## Reading the vibrations of gallium nitride

Wurtzite gallium nitride is built from double layers of Ga and N stacked along the hexagonal axis $c$, with two such double layers in the repeating cell. The table gives its vibrations from density-functional theory. The value 1 under "phonon q row" marks a wave vector of zero, so every cell of the crystal moves in the same way. Three rows carry most of the argument: 6, 7 and 12.

Harmonic phonon frequencies of wurtzite GaN (four-atom cell) at zero wave vector (q row 1), calculated with GPAW 26.7.0 using density-functional theory with the AM05 functional, PAW data sets, a 680 eV plane-wave cutoff and a 10×10×5 k mesh. The atoms were relaxed with the cell fixed at a = 3.18 Å and c = 5.166 Å.

| row | phonon q row (row) | phonon frequency (cm⁻¹) |
| --- | --- | --- |
| 1 | 1 | 0.0 |
| 2 | 1 | 0.0 |
| 3 | 1 | 0.0 |
| 4 | 1 | 128.8 |
| 5 | 1 | 128.8 |
| 6 | 1 | 351.7 |
| 7 | 1 | 602.5 |
| 8 | 1 | 625.6 |
| 9 | 1 | 625.6 |
| 10 | 1 | 634.3 |
| 11 | 1 | 634.3 |
| 12 | 1 | 745.0 |

### 1. Why are there twelve frequencies, and why do some come twice?

Four atoms with three directions each give twelve modes. In three of them the whole crystal shifts, which stretches no bond, so their frequency is zero. Motion perpendicular to $c$ can point in two equivalent directions and gives equal pairs, whereas motion along $c$ gives single values. The table lists frequencies but no patterns of motion, so names within each group follow the known order for wurtzite. Row 7 is then A1(TO), in which all Ga atoms move along $c$ against all N atoms, and rows 6 and 12 are the two B1 modes, in which neighbouring double layers move oppositely.

### 2. Why are rows 4 to 6 so much lower than the other optical modes?

Gallium is five times as heavy as nitrogen. Modes in which nitrogen holds most of the kinetic energy are fast, and those in which gallium holds most of it are slow. The optical modes fall into two such groups, with nothing between 351.7 and 602.5 cm⁻¹. Mass is only part of the reason, though. In the pair at 128.8 cm⁻¹ each double layer is expected to slide sideways almost as a unit, Ga and N together, which mostly bends bond angles. That would be slow even if both atoms weighed the same. Row 6 moves layers along $c$ and has to compress and stretch bonds, which are stiffer against that than against bending.

### 3. What would change if one kind of atom were heavier?

In row 7 the two kinds of atom move oppositely with equal momentum, so nitrogen swings five times as far and holds 83% of the kinetic energy. A frequency falls by half the percentage added to a mass, times that atom's share. Ten per cent more mass on nitrogen therefore lowers row 7 by about 4%, and the same on gallium by less than 1%. The slow modes respond the other way round, since gallium holds most of the kinetic energy there. A heavier metal atom with unchanged bonds would thus pull down rows 4 to 6 much more than row 7; a real change of element alters the bonds as well.

### 4. Is the highest frequency the LO phonon?

It is not. In a longitudinal optical (LO) wave the dipoles of all layers point the same way along the direction of travel and build up a long-range electric field, which raises the frequency. That field was left out of the calculation, so row 7 is the transverse (TO) value. In row 12 neighbouring double layers carry opposite dipoles, which cancel over the cell. The difference matters for a GaN transistor, because electrons in its channel scatter strongly from LO phonons: 745.0 cm⁻¹ happens to lie near the measured LO frequency, roughly 730 as recalled, but belongs to another vibration.

### 5. Could springs between Ga and N alone explain row 12?

Take the limit in which only unlike atoms pull on each other. Let $g$ be the force constant that holds a Ga atom against all N atoms for motion along $c$. By action and reaction, the same $g$ holds an N atom against all Ga atoms. With masses $M$ for Ga and $m$ for N, the rigid motion of row 7 has

$$\omega_{\mathrm{TO}}^2 = \frac{g}{M}+\frac{g}{m}.$$

In the B1 modes, Ga moving alone would have the squared frequency $g/M$, and N moving alone $g/m$. Coupling between the two motions pushes these values apart but keeps their sum. Rows 6 and 12 should therefore obey

$$\omega_6^2+\omega_{12}^2=\omega_7^2 .$$

The table gives $\sqrt{351.7^2+745.0^2}\approx 824$ cm⁻¹ on the left, against 602.5 cm⁻¹ for row 7. In squared frequencies the left side is 1.87 times too large. The rule has no adjustable constant, and its failure means that like atoms in neighbouring layers also act on each other, strongly so along $c$. This rests on the naming of the modes: with rows 7 and 12 exchanged the ratio would be 0.88, but A1(TO) would then lie at 745.0 cm⁻¹, far above its measured value of roughly 530.

### 6. What couples the layers along $c$?

Sideways motion serves as a control. In E1(TO), row 8, all Ga atoms move sideways against all N atoms; in the E2 pairs, which start at rows 4 and 10, neighbouring double layers move oppositely. The same rule, applied to these modes, is off by only 7% in squared frequency. Forces between like atoms therefore show up mainly in motion along $c$, unless the Ga–Ga and N–N parts happen to cancel in the plane.

Electrostatics offers a reason for this difference, though the run doesn't test it separately. When charged layers shift along $c$, charge piles up in sheets, and the field between the sheets pulls the atoms back. In row 7 all double layers shift alike, and the calculation holds the average field at zero, so this pull is absent. In the B1 modes the field reverses from one double layer to the next; its average is zero anyway, and the pull survives. Sideways motion piles up no such sheets.

The size is roughly right too. If the layers acted as flat charged sheets, this pull would add as much to the sum of the two squared B1 frequencies as the long-range field adds to the squared A1 frequency between TO and LO. In rough measured values, the amount that field adds is about four fifths of the amount by which the B1 sum here exceeds the square of row 7. The ratios of squares, 1.9 measured and 1.87 here, make the match look better than it is, because row 7 lies well above its measured value. Short-range forces between like atoms may also contribute, and the sum rule can't separate the two. The printed output after the text gives the sum rule for both directions.

### 7. Which digits can be trusted?

The two members of each pair agree to a tenth of a cm⁻¹, but that reflects symmetry, not accuracy. Against rough recalled measurements, rows 7 to 11 are too high by roughly 70 cm⁻¹, and the lowest pair is too low by about 10. One reason is visible in the run: only the atoms were relaxed, and the cell stayed under a pressure of 7.4 GPa. To explain the whole excess, the frequencies would have to rise by about 9 to 10 cm⁻¹ per GPa, more than twice the measured rate as recalled. Pressure thus covers somewhat less than half. The rest may come from treating the Ga 3d electrons as a frozen core, which is an untested suspicion.

For absolute values, then, even the tens digit is uncertain. This matters where the stress in a GaN film is read from the Raman line of the upper E2 pair: 634.3 cm⁻¹ belongs to a compressed crystal and can't serve as the stress-free reference. The failure of the sum rule along $c$ is safer, because it compares modes of one and the same crystal and is far larger than these errors.

The analysis program printed:

```
Number of modes in the table: 12
Number of zero modes: 3
Number of optical modes: 9
Number of different optical frequencies: 6
Empty interval between rows 6 and 7, in 1/cm: 250.8
E1(TO) minus A1(TO), in 1/cm: 23.1
E2 high minus E1(TO), in 1/cm: 8.7
B1 low over E2 low, ratio of frequencies: 2.731
B1 low over E2 low, ratio of squared frequencies: 7.456
Mass of Ga over mass of N, also N over Ga amplitude in the TO modes: 5
Share of N in the kinetic energy of the TO modes, in percent: 83.33
Root of summed squares of the B1 pair, in 1/cm, to compare with A1(TO): 823.8
Root of summed squares of the E2 pair, in 1/cm, to compare with E1(TO): 647.2
Along c, summed squares of B1 over square of A1(TO): 1.87
In the plane, summed squares of E2 over square of E1(TO): 1.07
In the plane, same ratio if E1(TO) and E2 high were swapped: 1.014
Along c, same ratio if A1(TO) and B1 high were swapped: 0.8769
A1(TO) minus rough recalled measured value, in 1/cm: 72.5
E1(TO) minus rough recalled measured value, in 1/cm: 65.6
E2 high minus rough recalled measured value, in 1/cm: 64.3
E2 low minus rough recalled measured value, in 1/cm: -11.2
Excess of A1(TO) per GPa of pressure left in the cell, in 1/cm per GPa: 9.758
Excess of E2 high per GPa of pressure left in the cell, in 1/cm per GPa: 8.654
Rough recalled measured LO over TO for A1, ratio of squares: 1.897
```
